Before this stretch curve of titanium goes into a materials model, someone must decide whether one smooth function can carry all ten points or whether some row needs a finer scan around it. Stress and energy allow the single function. A faint change of pace shortly after zero strain matters only to a user who needs the way stiffness itself changes.

The crystal is pulled or squeezed along its hexagonal axis while its width is held fixed. Pulling moves neighbouring atomic layers apart, and the force between them resists. As the layers separate, the steep repulsion between their atoms is expected to fade faster than the attraction. The net pull grows, but each further bit of stretch adds a little less to it than the last. Over a few per cent of strain, stress should therefore keep climbing, but along a bending line.

Ansatz 0.2.0 plane-wave PAW calculations (LDA, scalar-relativistic, no spin polarisation, 420 eV cutoff, 18×18×10 k mesh, 0.15 eV Gaussian smearing) for hcp titanium strained along its c axis from an unrelaxed cell (a = 2.950, c = 4.686 Å), with a and fractional coordinates fixed. Free energies are relative to zero strain; pressure is positive in compression.

```tsv
strain	energy change (meV/atom)	tensile stress along pattern (GPa)	pressure (GPa)
-0.04	-30.8	3.43	-5.81
-0.03	-26.0	5.28	-6.92
-0.02	-19.2	7.05	-7.97
-0.01	-10.5	8.73	-8.97
0	0.0	10.34	-9.92
0.01	12.2	11.85	-10.81
0.02	26.1	13.25	-11.64
0.03	41.4	14.55	-12.43
0.035	49.6	15.17	-12.80
0.04	58.1	15.77	-13.16
```

**Strain −0.04 to −0.01.** Squeezing lowers the energy here, which looks like a break with ordinary elasticity. The stress column explains it: even the most compressed row is still under a tension of 3.43 GPa along the axis. At this fixed width the crystal would like to be shorter than any cell in the scan, so compression brings it closer to rest along the axis. The energy gains shrink towards the compressed end because the remaining tension shrinks too.

**Strain 0.** This row has zero energy only because energies are counted from it. The cell was not relaxed, and it pulls inwards with 10.34 GPa along the axis and 9.71 GPa sideways. Nearly equal tension in all directions means that the cell is mainly too large, not wrongly proportioned. The starting cell is close to the measured one, and LDA is known to bind such metals too tightly and to favour a smaller volume; datasets made for another functional may change the amount.

Around this row the stress rises at a rate of 156 GPa per unit strain. A straight Hooke line with that slope lies above the computed stress at both ends of the scan, by 0.67 GPa at −0.04 and 0.81 GPa at 0.04. No single row causes this. The stiffness falls at every step, from 185 GPa between the first two rows to 120 GPa between the last two, as the picture of fading repulsion suggests.

The simplest smooth model adds one bending term to Hooke's law. With $\varepsilon$ for the strain and $\sigma$ for the tensile stress along the pattern, a fit to all ten rows gives

$$\sigma \approx 10.34 + 154.5\,\varepsilon - 462.5\,\varepsilon^2 \quad \text{(GPa)}.$$

Its largest miss is 16 MPa, about 0.1 % of the stress in that row. A standard binding curve with the same number of constants does slightly worse, so the fit does not single out one law of binding.

Energy offers a check, because it is the work done by the stress. The width is fixed, so this work per atom is the starting volume $V_0$ = 17.66 Å³ times the area under the stress curve. For the last row, with 160.2 GPa equal to 1 eV/Å³,

$$\frac{17.66}{160.2}\left(10.34\cdot 0.04 + \frac{154.5\cdot 0.04^2}{2} - \frac{462.5\cdot 0.04^3}{3}\right) = 0.0581\ \text{eV}.$$

The table has 58.1 meV. The stress of this row was part of the fit, but its energy was not. Over all rows the energies agree within 0.06 meV per atom, close to the rounding of the column. This shows that energies and stresses are consistent with each other; it does not test why the curve bends.

**Strain 0.01 to 0.02.** The departure from the quadratic curve is largest near here, but it is a slow wave spread over most of the scan, and it exceeds rounding in several rows. The computed stress runs slightly above the fitted curve from 0 to 0.02, after running slightly below it from −0.03 to −0.01. Such a slow wave means that the loss of stiffness changes pace. The unrounded energies of the same runs confirm it: the stiffness is lost about a third faster just after zero strain than at the compressed end. The stresses of the last rows show the pace easing again, so this is a passing spell of faster softening, not a lasting change.

A likely cause is electronic. In a metal, strain shifts some electron levels relative to others, and electrons near the Fermi level, the border between filled and empty states, move into those that have become lower. This makes the crystal easier to deform, and the effect grows with the number of states at the border. A change in that number can therefore alter the stiffness without any change in the arrangement of the atoms.

The calculation contains a rough gauge of that number. Smearing blurs the border between filled and empty levels, and the energy correction for this blur is, by theory, proportional to the density of states there. The correction grows by about 44 µeV per atom for each 0.01 of strain from −0.04 to −0.01, but by about 119 µeV from 0 to 0.04. There the growth is fastest between 0.01 and 0.02 and then eases, much as the softening does. When it is used to extrapolate the energies to zero smearing, the pace of softening roughly doubles between the compressed end and strain 0.015, instead of rising by a third.

Smearing may thus be blunting an electronic feature. The two signs are not independent, however, since both come from the same correction. No band structure, second k mesh or second smearing width is available to tell a change in the bands from an artefact of the mesh. The electronic cause remains a well-motivated reading, not a proven one.

**Strain 0.03 to 0.04.** Two things here resemble breaks. The energy steps suddenly drop from 15.3 to 8.2 meV per atom, but only because the extra row at 0.035 halves the strain step. The second is geometric: near strain 0.028 the neighbours in the adjacent layers become more distant than those within a layer, so the shortest distance in the crystal stops growing.

If energy followed the shortest distance alone, it would be flat from 0.03 onwards. Instead it rises by a further 16.7 meV per atom. The bonds between layers go on stretching smoothly after they have lost the title of shortest, and the energy depends on all of them. A change in the ranking of neighbours puts a kink in a list of shortest distances, but it need not put one in the stress.

For interpolation within this scan, the smooth curve is therefore enough. Its slope at zero strain should not be used as the elastic constant of titanium at rest, because the cell is under heavy tension. Nor does the scan give a strength limit, since the stress is still rising in the last row. Anyone who needs the change of stiffness with strain should repeat the rows around zero with a denser k mesh and less smearing.

Output of the analysis:

```
fit of t on 10 rows: constant 10.34 +/- 0.006, coefficient of strain 154.5 +/- 0.14, coefficient of strain**2 -462.5 +/- 6.5; rms 0.00988, worst 0.01 -0.0162, leave-one-out rms 0.0166
fit of t on 10 rows: coefficient of exp(-strain/s) 10.34 +/- 0.0065, coefficient of strain*exp(-strain/s) 182.3 +/- 0.24, s 0.3612; rms 0.0172, worst -0.04 -0.027, leave-one-out rms 0.0293
Steps from the row above and misses:
    row  energy step meV/atom  stiffness GPa  quadratic less computed stress MPa  out-of-plane neighbour distance A  smearing term growth micro-eV/atom per 0.01 strain
  -0.04                   n/a            n/a                               -12.6                              2.821                                                 n/a
  -0.03                   4.8            185                               5.682                               2.84                                                  49
  -0.02                   6.8            177                               11.46                              2.859                                                  41
  -0.01                   8.7            168                               14.75                              2.878                                                  43
    0.0                  10.5            161                              -4.454                              2.897                                                68.5
   0.01                  12.2            151                              -16.16                              2.916                                                 109
   0.02                  13.9            140                              -10.35                              2.935                                                 133
   0.03                  15.3            130                               2.958                              2.954                                                 125
  0.035                   8.2            124                               4.927                              2.963                                                 113
   0.04                   8.5            120                               3.772                              2.973                                                 103
In-plane tensile stress at zero strain, GPa: 9.71
Stiffness from the rows at -0.01 and 0.01, GPa: 156
Hooke line less computed stress at -0.04 and 0.04, GPa: 0.67, 0.81
Largest miss of the quadratic stress, MPa: 16.16
Largest miss of the energy integrated from the stress, meV/atom: 0.05903
Extrapolated strain of zero axial stress, quadratic: -0.05714
Extrapolated strain of zero axial stress, binding curve: -0.05671
Strain where in-plane and out-of-plane neighbours are equally far: 0.02803
Energy rise from strain 0.03 to 0.04, meV/atom: 16.7
Change of stiffness per unit strain, free energy, centred at -0.025 -0.015 -0.005 0.005 0.015, GPa: -780.3, -803, -852.9, -1025, -1057
The same from energies extrapolated to zero smearing, GPa: -689.6, -589.8, -716.8, -1175, -1347
Mean smearing term growth below strain -0.01, micro-eV/atom per 0.01 strain: 44.33
Mean smearing term growth above strain 0, micro-eV/atom per 0.01 strain: 116.6
```
